\section*{Coherence envelopes and the information limit}

\subsection*{Statement}

Let $\mathbf k$ be a spatial frequency in the specimen plane ($k=1/d$, in nm$^{-1}$), $\lambda$ the electron wavelength, $C_1$ the mean defocus and $C_s$ the third-order spherical aberration. The objective lens multiplies the beam at $\mathbf k$ by $e^{-i\chi}$, with
\begin{equation}
\chi(k)=\pi C_1\lambda k^2+\tfrac{\pi}{2}C_s\lambda^3k^4,\qquad
g(k)=\frac{1}{2\pi}\frac{d\chi}{dk}=C_1\lambda k+C_s\lambda^3k^3 .
\label{chi}
\end{equation}
Overfocus is $C_1>0$ and underfocus $C_1<0$. Let the defocus fluctuate with a Gaussian distribution of rms width $\Delta$, and let the illumination directions have the weight $\exp(-\theta^2/\alpha^2)$, so that $\alpha$ is the $1/e$ semi-angle. For a weak phase object $\psi=1+i\varphi(\mathbf r)$, with $\Phi$ the Fourier transform of $\varphi$, the part of the image spectrum that is linear in $\varphi$ is
\begin{equation}
\tilde I_{\rm lin}(\mathbf k)=2\,\Phi(\mathbf k)\,E_t(k)\,E_s(k)\,\sin\chi(k),
\label{main}
\end{equation}
\begin{equation}
E_t=\exp\!\left[-\tfrac12\pi^2\lambda^2\Delta^2k^4\right],\qquad
E_s=\exp\!\left[-\left(\frac{\pi\alpha}{\lambda}\right)^{2}\!\left(C_1\lambda k+C_s\lambda^3k^3\right)^2\right].
\label{env}
\end{equation}
The temporal envelope $E_t$ does not depend on $C_1$ or $C_s$. The spacing at which it has fallen to $e^{-2}=0.135$ is the information limit,
\begin{equation}
d_{\rm info}=\frac{1}{k_{\rm info}}=\sqrt{\frac{\pi\lambda\Delta}{2}} .
\label{dinfo}
\end{equation}
The product form holds when $\rho=2(\pi\alpha\Delta k)^2$ and $\eta=\pi C_s\lambda\alpha^2k^2$ are small. The envelope treatment is associated with Frank (1973) and with Wade and Frank (1977).

\subsection*{Premises and conventions}

\begin{enumerate}
\item Waves travel as $e^{2\pi i z/\lambda}$, transforms are $\tilde f(\mathbf k)=\int f\,e^{-2\pi i\mathbf k\cdot\mathbf r}d^2r$, and image coordinates are referred to the specimen. Scattering is elastic and paraxial, $\lambda k\ll1$.
\item The lens is round and isoplanatic, its only aberrations are $C_1$, $C_s$ and the axial chromatic coefficient $C_c$, and no aperture cuts the band considered. The sign of $C_1$ follows from free propagation over a distance $z$: since $k_z=(\lambda^{-2}-k^2)^{1/2}\simeq\lambda^{-1}-\lambda k^2/2$, the beam gains $e^{-i\pi\lambda zk^2}$. Positive $C_1$ thus images a plane downstream of the specimen, which needs a stronger lens. A positive $C_s$ also focuses outer rays more strongly, so both terms of $\chi$ carry the same sign.
\item The specimen is thin. It multiplies any incident wave by $\psi(\mathbf r)=1+i\varphi(\mathbf r)$, with $\varphi$ real, small, positive at atoms, and the same for all incident directions and energies in the beam.
\item Each source point lights the specimen with a plane wave $e^{2\pi i\mathbf q\cdot\mathbf r}$, $q=\theta/\lambda$. Electrons from different source points, of different energies or emitted at different times do not interfere, so intensities add. The exposure is long compared with the fluctuation times of the supplies.
\item The defocus deviation $\epsilon$ and the tilt $\mathbf q$ are independent, with
\begin{equation}
p(\epsilon)=\frac{e^{-\epsilon^2/2\Delta^2}}{\sqrt{2\pi}\,\Delta},\qquad
s(\mathbf q)=\frac{e^{-q^2/q_0^2}}{\pi q_0^2},\qquad q_0=\frac{\alpha}{\lambda}.
\label{dist}
\end{equation}
\end{enumerate}
Other width conventions convert as follows. The source has rms angle $\alpha/\sqrt2$ along each axis and half-width at half maximum $\alpha\sqrt{\ln2}=0.833\,\alpha$. A Gaussian has $\mathrm{FWHM}=2\sqrt{2\ln2}\;\mathrm{rms}=2.355\;\mathrm{rms}$. In terms of the $1/e$ half-width $\Delta_e=\sqrt2\,\Delta$ the exponent of $E_t$ is $-\pi^2\lambda^2\Delta_e^2k^4/4$.

\subsection*{Step 1: the focal spread}

An electron accelerated through $U$ has momentum $p$ with $p^2=2m_0eU^*$, where $U^*=U(1+eU/2m_0c^2)$, and $\lambda=h/p$. Trajectories in a magnetic lens depend on the field over the momentum, so for an unsaturated lens with current $I$ the focal length is a function of $U^*/I^2$ alone. Define $C_c>0$ as the response of the focus to the relative change of this ratio. Differentiation gives
\begin{equation}
\frac{\delta U^*}{U^*}=\kappa\frac{\delta U}{U},\qquad
\kappa=\frac{1+eU/m_0c^2}{1+eU/2m_0c^2}=\frac{2\gamma}{1+\gamma},\qquad \gamma=1+\frac{eU}{m_0c^2}.
\end{equation}
An energy deviation $\delta E$ at emission acts as $\delta U=\delta E/e$. A faster electron is focused more weakly, which is underfocus, so
\begin{equation}
\epsilon=-C_c\left[\kappa\left(\frac{\delta E}{eU}+\frac{\delta U}{U}\right)-2\frac{\delta I}{I}\right].
\end{equation}
For independent fluctuations with rms values $\sigma_E$, $\sigma_U$, $\sigma_I$ the variances add:
\begin{equation}
\Delta^2=C_c^2\left[\kappa^2\left(\frac{\sigma_E}{eU}\right)^2+\kappa^2\left(\frac{\sigma_U}{U}\right)^2+4\left(\frac{\sigma_I}{I}\right)^2\right].
\label{Delta}
\end{equation}
A coefficient defined against $\delta E/eU$ instead equals $\kappa C_c$, and the definition has to accompany any quoted value.

\subsection*{Step 2: the averaged intensity}

For tilt $\mathbf q$ the exit wave is $\psi\,e^{2\pi i\mathbf q\cdot\mathbf r}$, so the component $\Psi(\mathbf k_1)$ of the spectrum of $\psi$ passes the lens at $\mathbf k_1+\mathbf q$. With $\chi_\epsilon$ denoting (\ref{chi}) at defocus $C_1+\epsilon$,
\begin{equation}
\psi_{\rm im}(\mathbf r)=e^{2\pi i\mathbf q\cdot\mathbf r}\int\Psi(\mathbf k_1)\,e^{-i\chi_\epsilon(\mathbf k_1+\mathbf q)}\,e^{2\pi i\mathbf k_1\cdot\mathbf r}\,d^2k_1 .
\end{equation}
The prefactor drops out of $|\psi_{\rm im}|^2$. The transform of the product $\psi_{\rm im}\psi_{\rm im}^*$ collects all pairs with $\mathbf k_1-\mathbf k_2=\mathbf k$. By premise 3 only the lens factors depend on $\epsilon$ and $\mathbf q$, so the average of premise 4 acts on them alone:
\begin{equation}
\tilde I(\mathbf k)=\int\Psi(\mathbf k+\mathbf k_2)\Psi^*(\mathbf k_2)\,T(\mathbf k+\mathbf k_2,\mathbf k_2)\,d^2k_2,
\end{equation}
\begin{equation}
T(\mathbf k_1,\mathbf k_2)=\left\langle e^{-i\chi_\epsilon(\mathbf k_1+\mathbf q)+i\chi_\epsilon(\mathbf k_2+\mathbf q)}\right\rangle_{\epsilon,\mathbf q}.
\label{tcc}
\end{equation}
$T$ is the transmission cross-coefficient.

\subsection*{Step 3: the linear terms}

Insert $\Psi=\delta+i\Phi$. The product of the two delta functions gives the background $\delta(\mathbf k)$, since $T(0,0)=1$. The terms with one delta function give
\begin{equation}
\tilde I_{\rm lin}(\mathbf k)=i\Phi(\mathbf k)T(\mathbf k,0)-i\Phi^*(-\mathbf k)T(0,-\mathbf k).
\end{equation}
Three symmetries join them. A real $\varphi$ has $\Phi^*(-\mathbf k)=\Phi(\mathbf k)$. Definition (\ref{tcc}) gives $T(0,-\mathbf k)=T^*(-\mathbf k,0)$. Since $\chi$ and $s$ are even, the substitution $\mathbf q\to-\mathbf q$ gives $T(-\mathbf k,0)=T(\mathbf k,0)$. Writing $T(\mathbf k,0)=E\,e^{-i(\chi-\mu)}$ with real $E\ge0$ and $\mu$,
\begin{equation}
\tilde I_{\rm lin}=i\Phi\,(T-T^*)=-2\Phi\,\mathrm{Im}\,T=2\Phi\,E\sin(\chi-\mu).
\label{lin}
\end{equation}
In the underfocus passband $\sin\chi<0$ and atoms appear dark. A weak absorption term $-w(\mathbf r)$ in $\psi$, with transform $W$, gives $-W(T+T^*)=-2WE\cos(\chi-\mu)$, damped by the same $E$.

\subsection*{Step 4: the phase difference}

Take $\mathbf k$ along the first axis and $\mathbf q=(x,y)$. Then $|\mathbf k+\mathbf q|^2-q^2=k^2+2kx$ and
\begin{equation}
|\mathbf k+\mathbf q|^4-q^4=k^4+4k^3x+2k^2(3x^2+y^2)+4kx\,q^2 .
\end{equation}
Hence, without approximation,
\begin{multline}
\chi_\epsilon(\mathbf k+\mathbf q)-\chi_\epsilon(\mathbf q)=\chi(k)+2\pi g\,x+\pi\lambda\epsilon\,(k^2+2kx)\\
+\beta\,(3x^2+y^2)+2\pi C_s\lambda^3k\,x\,q^2,\qquad \beta=\pi C_s\lambda^3k^2 .
\label{phase}
\end{multline}
Defocus leaves no term quadratic in $\mathbf q$, because the unscattered beam is tilted as well.

\subsection*{Step 5: the two envelopes}

All averages use one integral. Completing the square, for $\mathrm{Re}\,a>0$ and complex $b$,
\begin{equation}
\int_{-\infty}^{\infty}e^{-au^2-bu}\,du=\sqrt{\pi/a}\;e^{\,b^2/4a}.
\label{gauss}
\end{equation}
Keep in (\ref{phase}) the terms of first order in the small quantities, $2\pi gx$ and $\pi\lambda k^2\epsilon$. The average factorises by premise 5. For $\epsilon$, $a=1/2\Delta^2$ and $b=i\pi\lambda k^2$:
\begin{equation}
\left\langle e^{-i\pi\lambda k^2\epsilon}\right\rangle=e^{-A},\qquad A=\tfrac12\pi^2\lambda^2\Delta^2k^4 .
\end{equation}
For $x$, $a=1/q_0^2$ and $b=2\pi i g$, while the $y$ average gives unity:
\begin{equation}
\left\langle e^{-2\pi i gx}\right\rangle=e^{-S},\qquad S=\pi^2q_0^2g^2=\left(\frac{\pi\alpha}{\lambda}\right)^2g^2 .
\end{equation}
Both factors are real and positive, so $E=E_tE_s=e^{-A-S}$ and $\mu=0$. With (\ref{lin}) this proves (\ref{main}) and (\ref{env}).

The spatial envelope has a reading in real space. The phase $2\pi\mathbf k\cdot\mathbf r-\chi$ is stationary at a displacement $g$ along $\mathbf k$, so the lens shifts detail of frequency $k$ by $g(k)$, the delocalisation. The degree of coherence of the illumination between two points a distance $r$ apart is $\langle e^{2\pi i\mathbf q\cdot\mathbf r}\rangle=\exp(-\pi^2q_0^2r^2)$, which falls to $1/e$ at $r_c=\lambda/\pi\alpha$. Thus $E_s=\exp(-g^2/r_c^2)$: the displaced scattered wave interferes with unscattered wave that entered a distance $|g|$ away.

\subsection*{Step 6: the terms left out}

All terms of (\ref{phase}) except the cubic one can be kept. The $\epsilon$ average with $b=i\pi\lambda(k^2+2kx)$ gives
\begin{equation}
\exp\!\left[-A(1+2x/k)^2\right]=\exp\!\left[-A-4Ax/k-4Ax^2/k^2\right].
\end{equation}
The $x$ integral then has $a=w/q_0^2$ and $b=2\pi ig+4A/k$, where
\begin{equation}
w=1+\rho+3i\eta,\qquad \rho=\frac{4Aq_0^2}{k^2}=2(\pi\alpha\Delta k)^2,\qquad \eta=\beta q_0^2=\pi C_s\lambda\alpha^2k^2 ,
\end{equation}
and the $y$ integral has $a=(1+i\eta)/q_0^2$, $b=0$. Expanding the square, $q_0^2b^2/4=-S+i\mu_c+\rho A$ with $\mu_c=4\pi q_0^2gA/k=2\pi^3\alpha^2\Delta^2k^3g$. Therefore
\begin{equation}
T(\mathbf k,0)=\frac{e^{-i\chi}}{\sqrt{w\,(1+i\eta)}}\exp\!\left[-A+\frac{-S+i\mu_c+\rho A}{w}\right].
\label{full}
\end{equation}
With $1/w\simeq1-\rho-3i\eta$ and the square root expanded likewise, the leading imaginary part of the logarithm is
\begin{equation}
\mu\simeq\mu_c+3\eta S-2\eta ,
\end{equation}
and the corrections to $\ln E$ are of the orders $\rho(A+S)$, $\eta\mu_c$ and $\eta^2S$. Because $\mu_c^2=4\rho AS$, the coupling phase is of order $\sqrt\rho$ and is larger than the coupling correction to the modulus. The cubic term is of order $2\pi C_s\lambda^3kq_0^3$. The change of $\lambda$ itself with energy, $\delta\lambda/\lambda=-\delta U^*/2U^*$, alters the $C_s$ term of $\chi$ by the fraction $\tfrac34(C_s/C_c)(\lambda k)^2$ of the chromatic phase $\pi\lambda k^2C_c\,\delta U^*/U^*$, and the defocus term by a fraction of size $|C_1|/2C_c$.

\subsection*{Step 7: the information limit}

Since $E_s\le1$ and $|\sin\chi|\le1$, the transfer in (\ref{main}) obeys $|\tilde I_{\rm lin}/\Phi|\le2E_t$ at every focus. The spatial envelope is no fixed barrier, because $C_1=-C_s\lambda^2k^2$ makes $g=0$ and $E_s=1$ at any chosen $k$. The oscillation of $\sin\chi$ changes signs and leaves gaps that images at other defoci fill. Only $E_t$ is common to all images of a focal series, and it therefore bounds what linear restoration can recover. Setting $A=2$ gives $\pi\lambda\Delta k^2=2$, which is (\ref{dinfo}), and $E_t=\exp[-2(k/k_{\rm info})^4]$. The level is a convention: the $1/e$ level gives a spacing larger by $2^{1/4}=1.19$, and what is detected in practice depends on dose and noise.

For a whole band $0\le k\le K$ in one image the best focus minimises the largest $|g|$. With $v=k/K$ and $C_1=-\tfrac34C_s\lambda^2K^2$, $g=C_s\lambda^3K^3(v^3-\tfrac34v)$, a quarter of the Chebyshev polynomial $4v^3-3v$. Its extremes on the band are $-\tfrac14$ at $v=\tfrac12$ and $+\tfrac14$ at $v=1$. Raising $C_1$ raises $g(K)$, and lowering it lowers $g(K/2)$, so either change increases the maximum. This is the Lichte defocus,
\begin{equation}
C_1^{L}=-\tfrac34C_s\lambda^2K^2,\qquad |g|_{\max}=\tfrac14C_s\lambda^3K^3 .
\end{equation}

\subsection*{Range of validity}

\emph{Small parameters.} The product form needs $\rho\ll1$ and $\eta\ll1$; otherwise (\ref{full}) applies.

\emph{Linear terms only.} For two scattered beams and axial illumination the $\epsilon$ average in (\ref{tcc}) is $\exp[-\tfrac12\pi^2\lambda^2\Delta^2(k_1^2-k_2^2)^2]$. It equals unity for $|\mathbf k_1|=|\mathbf k_2|$, so the pair $\pm\mathbf k$ yields a fringe at $2k$ free of chromatic damping. Lattice fringes finer than $d_{\rm info}$ from a strongly scattering crystal do not contradict (\ref{dinfo}) and do not show linear transfer. A deliberately tilted beam likewise leaves undamped the circle of beams at the same angle to the axis as the unscattered one.

\emph{Gaussian shape.} In general $E_t$ is the modulus of the characteristic function of $\epsilon$ at $\tau=\pi\lambda k^2$. With skewness $\gamma_1$ and excess kurtosis $\gamma_2$,
\begin{equation}
\ln\langle e^{-i\tau\epsilon}\rangle=-\tfrac12(\tau\Delta)^2+\tfrac{i}{6}\gamma_1(\tau\Delta)^3+\tfrac1{24}\gamma_2(\tau\Delta)^4+\dots
\end{equation}
At $k_{\rm info}$, where $\tau\Delta=2$, the terms are $-2$, $\tfrac43i\gamma_1$ and $\tfrac23\gamma_2$, so shape parameters of order one rival the leading term. A purely sinusoidal ripple of rms value $\Delta$ gives $J_0(\sqrt2\,\tau\Delta)$, which vanishes already at $\tau\Delta=1.70$. Cumulants of independent contributions add, so a contribution of rms $\Delta_j$ enters $\gamma_2$ with weight $(\Delta_j/\Delta)^4$.

\emph{Thickness.} In single scattering from a specimen uniform through thickness $t$, slices lie at defoci spread evenly over $\pm t/2$. Averaging $e^{-i\tau\zeta}$ over the depth $\zeta$ gives the factor $\sin(\tau t/2)/(\tau t/2)$, whose argument at $k_{\rm info}$ is $t/\Delta$. Premise 3 thus requires $t$ well below $\pi\Delta$, besides $\varphi\ll1$.

\emph{Other damping.} A random image shift $\mathbf r_0$ multiplies the spectrum by $e^{-2\pi i\mathbf k\cdot\mathbf r_0}$. For a Gaussian shift of rms $\sigma_r$ per axis, (\ref{gauss}) gives $\exp(-2\pi^2\sigma_r^2k^2)$. This factor and the detector transfer function multiply (\ref{main}), so (\ref{dinfo}) is the chromatic bound alone.

\subsection*{Illustration: Schottky source at 300 kV}

Take $U=300$ kV, an energy spread of $0.7$ eV read as the FWHM of a Gaussian, and $\alpha=0.1$ mrad. Typical values are assumed for the rest: $C_s=1.2$ mm, $C_c=1.4$ mm in the definition of Step 1, $\sigma_U/U=1\times10^{-6}$ and $\sigma_I/I=0.5\times10^{-6}$. Rounded values of $\lambda$, $\Delta$ and the defoci are carried forward.

Here $\gamma=1.587$, $\kappa=1.227$, $\lambda=1.969$ pm and $\sigma_E=0.297$ eV. The three contributions to (\ref{Delta}) are $1.70$ nm (source), $1.72$ nm (high voltage) and $1.40$ nm (lens current), and $\Delta=2.79$ nm. Equation (\ref{dinfo}) gives
\begin{equation}
d_{\rm info}=0.093\ \text{nm},\qquad k_{\rm info}=10.8\ \text{nm}^{-1}.
\end{equation}
The source alone, with perfect supplies, would give $0.073$ nm. Using the FWHM in place of $\sigma_E$ would inflate that value by $\sqrt{2.355}=1.53$.

The illumination has $q_0=0.0508$ nm$^{-1}$ and $r_c=6.3$ nm. Two foci are compared. The extended Scherzer focus $-(4C_s\lambda/3)^{1/2}=-56$ nm puts the minimum of $\chi$, which is $-\pi C_1^2/2C_s\lambda$, at $-2\pi/3$; the first zero of $\chi$, at $k^2=-2C_1/C_s\lambda^2$, gives a point resolution of $0.20$ nm. The Lichte focus for $K=10.8$ nm$^{-1}$ is $-407$ nm.

\begin{center}
\begin{tabular}{cccc}
\hline
$k$ (nm$^{-1}$) & $E_t$ & $E_s$, $C_1=-56$ nm & $E_s$, $C_1=-407$ nm\\
\hline
4 & 0.96 & 1.00 & 0.84\\
6 & 0.82 & 0.96 & 0.82\\
8 & 0.54 & 0.69 & 0.93\\
10 & 0.23 & 0.19 & 0.97\\
10.8 & 0.13 & 0.07 & 0.81\\
\hline
\end{tabular}
\end{center}

At Scherzer focus and $k=10.8$ nm$^{-1}$ the delocalisation is $g=10.3$ nm, larger than $r_c$, and $S=2.73$ exceeds $A=2.03$. The product $E_tE_s$ reaches $e^{-2}$ at $9.2$ nm$^{-1}$, a spacing of $0.109$ nm. At the Lichte focus $|g|$ stays within $2.9$ nm over the band, and the product reaches $e^{-2}$ at $10.6$ nm$^{-1}$, or $0.095$ nm, close to the chromatic bound.

The terms of Step 6, at $10.8$ nm$^{-1}$ and Scherzer focus, are $\rho=1.8\times10^{-4}$, $\eta=0.0087$ and $\mu_c=0.063$ rad. Equation (\ref{full}) gives $E/E_tE_s=1.004$ and $\mu=0.12$ rad, which shifts the oscillations of the transfer function and leaves the damping almost unchanged. The cubic term is of order $8\times10^{-5}$ rad and the wavelength variation is a fraction $3\times10^{-4}$ of the chromatic phase.

The physical premises limit the accuracy more than the expansion does. The energy distribution of a Schottky emitter is skewed, so its rms width need not equal the FWHM over $2.355$; its excess kurtosis enters here with weight $0.14$. The thickness factor at $k_{\rm info}$ is $0.92$ for $t=2$ nm and $0.54$ for $t=5$ nm. An assumed image spread of $\sigma_r=20$ pm gives a further factor $0.40$ at $10.8$ nm$^{-1}$. Such factors move the observable limit to spacings larger than $0.093$ nm, and since that value rests on typical $C_c$ and supply stabilities, it holds to two figures at most.